**3d ions of charge +3 in a cube of point charges: first excitation and χT**

The table holds the ground level, its degeneracy, the first excitation and χT at 2, 50 and 300 K for V³⁺, Cr³⁺, Mn³⁺, Fe³⁺, Ni³⁺ and Cu³⁺ among eight charges of −1.6 e, from OpenMolcas CASSCF over the 3d shell with spin-orbit state interaction (ANO-RCC-VTZP, DKH2). The program diagonalises the Hund term in a cubic field with λ**L**·**S**, fixes 10Dq and λ for each ion from the first excitation and the spin-orbit lowering of the same run, and predicts χT by Van Vleck's formula; Fe³⁺ is taken as spin-only. The predictions miss the table by 1.9 % on average and by 7.7 % at worst (Cr³⁺ at 2 K), and the ground degeneracies of the five fitted ions are reproduced. The infinite-field and free-ion limits with the same λ are printed for comparison: the isolated term fails for Cr³⁺, Mn³⁺ and Cu³⁺, and Cu³⁺ lies near the free ion at 300 K. The fitted 10Dq of Cr³⁺ is 13 % below the term spacing of the run.

Calculated values. OpenMolcas 26.06, state-averaged CASSCF over the 3d shell with spin-orbit state interaction (atomic mean-field integrals), DKH2 Hamiltonian, ANO-RCC-VTZP basis and point nucleus. Each 3+ ion sits at the centre of a regular cube of eight point charges of −1.6 e, at the distance listed. Ground levels carry double-group labels; χT is the powder value from Van Vleck's formula.

## Analysis program

```python
# Table: first excitation and chi*T of 3d(n) M3+ ions in a cube of -1.6 e point charges; OpenMolcas CASSCF(3d)
# + spin-orbit state interaction, ANO-RCC-VTZP, DKH2. Tested: Hund term + cubic field + lambda L.S, fixed
# from two energies per ion, predicts chi*T; compared with the infinite-field and zero-field limits.
T = {
    'ion': ['V3+', 'Cr3+', 'Mn3+', 'Fe3+', 'Ni3+', 'Cu3+'],
    'n': [2, 3, 4, 5, 7, 8],
    'charge_distance': [2.14, 1.93, 1.98, 2.15, 1.72, 2.24],  # Å
    'mult': [3, 4, 5, 6, 4, 3],
    'label': ['T2', 'G8', 'A1', 'unlabelled', 'G8', 'A1'],
    'deg': [3, 4, 1, 6, 4, 1],
    'gap': [2790, 42.5, 41.3, 36800, 3410, 197],  # 1/cm
    'chi_2': [0.722, 0.208, 0.09, 4.39, 2.83, 0.057],  # cm3 K/mol
    'chi_50': [0.757, 0.454, 1.34, 4.39, 2.86, 1.4],  # cm3 K/mol
    'chi_300': [0.936, 1.28, 2.26, 4.39, 3.0, 3.54],  # cm3 K/mol
}
import numpy as np
from math import comb
from scipy import constants as c
from scipy.optimize import least_squares
pc = c.physical_constants; ge = -pc['electron g factor'][0]
C0 = 0.1*c.N_A*pc['Bohr magneton'][0]**2/c.k      # N muB^2/k, cm3 K/mol
kc = c.k/(c.h*c.c*100); TT = (2, 50, 300)         # k in cm-1/K
# further outputs of the same runs (cm-1): spin-orbit lowering, A2-T2 term distance, lowest levels
low = {'V3+': 33.80, 'Cr3+': 267.42, 'Mn3+': 291.56, 'Ni3+': 270.47, 'Cu3+': 1371.32}
dq = {'Cr3+': 6870.96-3076.57, 'Ni3+': 3674.32}
lev = {'Cr3+': [42.5, 376.4, 604.2, 3226.6], 'Ni3+': [3411.4, 3650.2, 4074.6, 4179.1]}
def ang(j):
    m = np.arange(j, -j-1, -1.0); p = np.diag(np.sqrt(j*(j+1)-m[1:]*(m[1:]+1)), 1)
    return (p+p.T)/2, (p-p.T)/2j, np.diag(m)
def model(n, D, lam):                              # lam is |lambda|; sign from the filling
    S = min(n, 10-n)/2; m = n % 5; L = m*(5-m)//2; l, s = ang(L), ang(S)
    O = sum(np.linalg.matrix_power(a, 4) for a in l).real; ev = np.linalg.eigvalsh(O)
    if np.sum(ev-ev[0] < 1e-6) != comb(3, m-2): O = -O; ev = -ev[::-1]   # e below t2
    V = (O-ev[0]*np.eye(2*L+1))/(ev[-1]-ev[0])*D*(1.8 if L == 3 else 1)
    Il, Is = np.eye(2*L+1), np.eye(len(s[2]))
    E, U = np.linalg.eigh(np.kron(V, Is)+(lam if n < 5 else -lam)*sum(np.kron(a, b) for a, b in zip(l, s)))
    M2 = abs(U.conj().T@(np.kron(l[2], Is)+ge*np.kron(Il, s[2]))@U)**2
    e = E-E[0]; d = e[None, :]-e[:, None]; z = abs(d) < 1e-5; chi = []
    for t in TT:
        w = np.exp(-e/(kc*t))
        f = np.where(z, w[:, None]+0*d, kc*t*(w[:, None]-w[None, :])/np.where(z, 1, d))
        chi.append(C0*np.sum(M2*f)/w.sum())
    return e[1:][np.diff(e) > 0.05], -E[0], int(np.sum(e < 0.05)), np.array(chi)
R = {k: {q: T[q][i] for q in T} for i, k in enumerate(T['ion'])}; P = {}; err = []
obs = {k: np.array([r['chi_2'], r['chi_50'], r['chi_300']]) for k, r in R.items()}
so = {k: C0/3*ge**2*(r['mult']**2-1)/4 for k, r in R.items()}
print('kT at 2, 50, 300 K (cm-1): %.1f %.1f %.1f; chiT rounding 0.0005 below 1, 0.005 above' % tuple(kc*t for t in TT))
print('Fit to gap and spin-orbit lowering: 10Dq, |lambda|, zeta (cm-1), ratio, misfit, degeneracy')
for k in low:
    r = R[k]; fun = lambda x: (lambda o: np.log([o[0][0]/r['gap'], o[1]/low[k]]))(model(r['n'], *np.exp(x)))
    b = min((least_squares(fun, np.log([a, g])) for a in (1000, 3500) for g in (100, 300)), key=lambda o: o.cost)
    D, g = P[k] = np.exp(b.x)
    print('%-5s %5.0f %4.0f %4.0f |lambda|/10Dq %.3f misfit %.2f%% deg model %d table %d' % (k, D, g, g*(r['mult']-1), g/D, 100*abs(b.fun).max(), model(r['n'], D, g)[2], r['deg']))
print('chiT (cm3 K/mol) at 2, 50, 300 K: table / model (error %)')
for k, r in R.items():
    m = model(r['n'], *P[k])[3] if k in P else np.full(3, so[k]); q = 100*(m/obs[k]-1)
    err += [(abs(x), k, t) for x, t in zip(q, TT)]
    print('%-5s' % k, '  '.join('%.3f/%.3f (%+.1f)' % v for v in zip(obs[k], m, q)))
print('mean abs error %.1f%%; worst:' % np.mean([x[0] for x in err]), ', '.join('%s %d K %.1f%%' % (k, t, x) for x, k, t in sorted(err)[:-4:-1]))
for k in R: print('%-5s spin-only %.3f; table/spin-only at 2 K %.3f, at 300 K %.3f' % (k, so[k], obs[k][0]/so[k], obs[k][2]/so[k]))
print('Limits with the same lambda, chiT at 2, 50, 300 K: infinite field | free ion')
for k in P:
    a, f = model(R[k]['n'], 1e9, P[k][1]), model(R[k]['n'], 0, P[k][1])
    x = ' ; infinite-field deg %d gap %.0f cm-1' % (a[2], a[0][0]) if a[0][0] < 1e6 else ''
    print('%-5s %.3f %.3f %.3f | %.3f %.3f %.3f' % (k, *a[3], *f[3])+x)
for k in ('V3+', 'Ni3+'):
    sl = (obs[k][2]-obs[k][0])/298; De = 8*C0*kc/sl; g = ge*np.sqrt((obs[k][0]-2*sl)/so[k])
    print('%-5s slope %.2e cm3/mol -> 10Dq %.0f cm-1 (%.2f x gap); g %.3f; ge-8 lambda/10Dq %.3f' % (k, sl, De, De/R[k]['gap'], g, ge-8*P[k][1]/P[k][0]*(1 if R[k]['n'] < 5 else -1)))
    assert 1.0 < De/R[k]['gap'] < 1.2
for k in ('Mn3+', 'Cu3+'):
    print('%-5s singlet: chi(2 K) %.4f, chi(50 K) %.4f cm3/mol; implied squared moment to first level %.1f muB^2' % (k, obs[k][0]/2, obs[k][1]/50, obs[k][0]/2*R[k]['gap']/(2*C0*kc)))
print('free 3F4: g^2 J(J+1)/3 = %.1f muB^2; isolated 3T1, J 0 to 1: %.1f muB^2' % (((3+ge)/4)**2*20/3, (ge+1.5)**2*2/3))
for k in lev:
    print('%-5s levels run' % k, lev[k], 'model', [round(float(x), 1) for x in model(R[k]['n'], *P[k])[0][:4]])
    print('%-5s 10Dq from terms %.0f, fitted %.0f cm-1 (%+.1f%%)' % (k, dq[k], P[k][0], 100*(P[k][0]/dq[k]-1)))
print('Cu 10Dq scaled from Ni by R^-5: %.0f cm-1; fitted %.0f' % (dq['Ni3+']*(R['Ni3+']['charge_distance']/R['Cu3+']['charge_distance'])**5, P['Cu3+'][0]))
print('fitted 10Dq*R^5 (1000 cm-1 A^5):', ', '.join('%s %.0f' % (k, P[k][0]*R[k]['charge_distance']**5/1e3) for k in P))
assert obs['V3+'][0] < so['V3+'] and obs['Ni3+'][0] > so['Ni3+'] and np.all(abs(obs['Fe3+']-so['Fe3+']) < 0.006)
assert all(obs[k][0] < 0.15*so[k] and R[k]['gap'] < kc*300 for k in ('Cr3+', 'Mn3+', 'Cu3+')) and obs['Cu3+'][2] > 3*so['Cu3+']
```

Running it gives:

```
kT at 2, 50, 300 K (cm-1): 1.4 34.8 208.5; chiT rounding 0.0005 below 1, 0.005 above
Fit to gap and spin-orbit lowering: 10Dq, |lambda|, zeta (cm-1), ratio, misfit, degeneracy
V3+    2866  109  219 |lambda|/10Dq 0.038 misfit 0.00% deg model 3 table 3
Cr3+   3291   96  287 |lambda|/10Dq 0.029 misfit 0.00% deg model 4 table 4
Mn3+   2391  101  402 |lambda|/10Dq 0.042 misfit 0.00% deg model 1 table 1
Ni3+   3674  268  805 |lambda|/10Dq 0.073 misfit 0.00% deg model 4 table 4
Cu3+    822  457  914 |lambda|/10Dq 0.556 misfit 0.00% deg model 1 table 1
chiT (cm3 K/mol) at 2, 50, 300 K: table / model (error %)
V3+   0.722/0.713 (-1.2)  0.757/0.748 (-1.2)  0.936/0.927 (-1.0)
Cr3+  0.208/0.192 (-7.7)  0.454/0.433 (-4.6)  1.280/1.259 (-1.6)
Mn3+  0.090/0.087 (-3.5)  1.340/1.309 (-2.3)  2.260/2.203 (-2.5)
Fe3+  4.390/4.387 (-0.1)  4.390/4.387 (-0.1)  4.390/4.387 (-0.1)
Ni3+  2.830/2.910 (+2.8)  2.860/2.936 (+2.7)  3.000/3.070 (+2.3)
Cu3+  0.057/0.057 (-0.8)  1.400/1.402 (+0.2)  3.540/3.537 (-0.1)
mean abs error 1.9%; worst: Cr3+ 2 K 7.7%, Cr3+ 50 K 4.6%, Mn3+ 2 K 3.5%
V3+   spin-only 1.003; table/spin-only at 2 K 0.720, at 300 K 0.933
Cr3+  spin-only 1.880; table/spin-only at 2 K 0.111, at 300 K 0.681
Mn3+  spin-only 3.008; table/spin-only at 2 K 0.030, at 300 K 0.751
Fe3+  spin-only 4.387; table/spin-only at 2 K 1.001, at 300 K 1.001
Ni3+  spin-only 1.880; table/spin-only at 2 K 1.505, at 300 K 1.596
Cu3+  spin-only 1.003; table/spin-only at 2 K 0.057, at 300 K 3.530
Limits with the same lambda, chiT at 2, 50, 300 K: infinite field | free ion
V3+   1.003 1.003 1.003 | 0.334 0.368 0.913
Cr3+  0.403 0.574 1.372 | 0.078 0.164 1.000 ; infinite-field deg 6 gap 359 cm-1
Mn3+  1.512 1.678 2.421 | 0.021 0.525 1.654 ; infinite-field deg 7 gap 302 cm-1
Ni3+  1.880 1.880 1.880 | 5.509 5.516 5.546
Cu3+  0.012 0.311 1.656 | 3.912 3.915 3.933 ; infinite-field deg 1 gap 686 cm-1
V3+   slope 7.18e-04 cm3/mol -> 10Dq 2905 cm-1 (1.04 x gap); g 1.697; ge-8 lambda/10Dq 1.697
Ni3+  slope 5.70e-04 cm3/mol -> 10Dq 3657 cm-1 (1.07 x gap); g 2.456; ge-8 lambda/10Dq 2.586
Mn3+  singlet: chi(2 K) 0.0450, chi(50 K) 0.0268 cm3/mol; implied squared moment to first level 3.6 muB^2
Cu3+  singlet: chi(2 K) 0.0285, chi(50 K) 0.0280 cm3/mol; implied squared moment to first level 10.8 muB^2
free 3F4: g^2 J(J+1)/3 = 10.4 muB^2; isolated 3T1, J 0 to 1: 8.2 muB^2
Cr3+  levels run [42.5, 376.4, 604.2, 3226.6] model [42.5, 379.5, 615.6, 2790.2]
Cr3+  10Dq from terms 3794, fitted 3291 cm-1 (-13.3%)
Ni3+  levels run [3411.4, 3650.2, 4074.6, 4179.1] model [3410.0, 3652.5, 4150.8, 4218.0]
Ni3+  10Dq from terms 3674, fitted 3674 cm-1 (-0.0%)
Cu 10Dq scaled from Ni by R^-5: 981 cm-1; fitted 822
fitted 10Dq*R^5 (1000 cm-1 A^5): V3+ 129, Cr3+ 88, Mn3+ 73, Ni3+ 55, Cu3+ 46
```
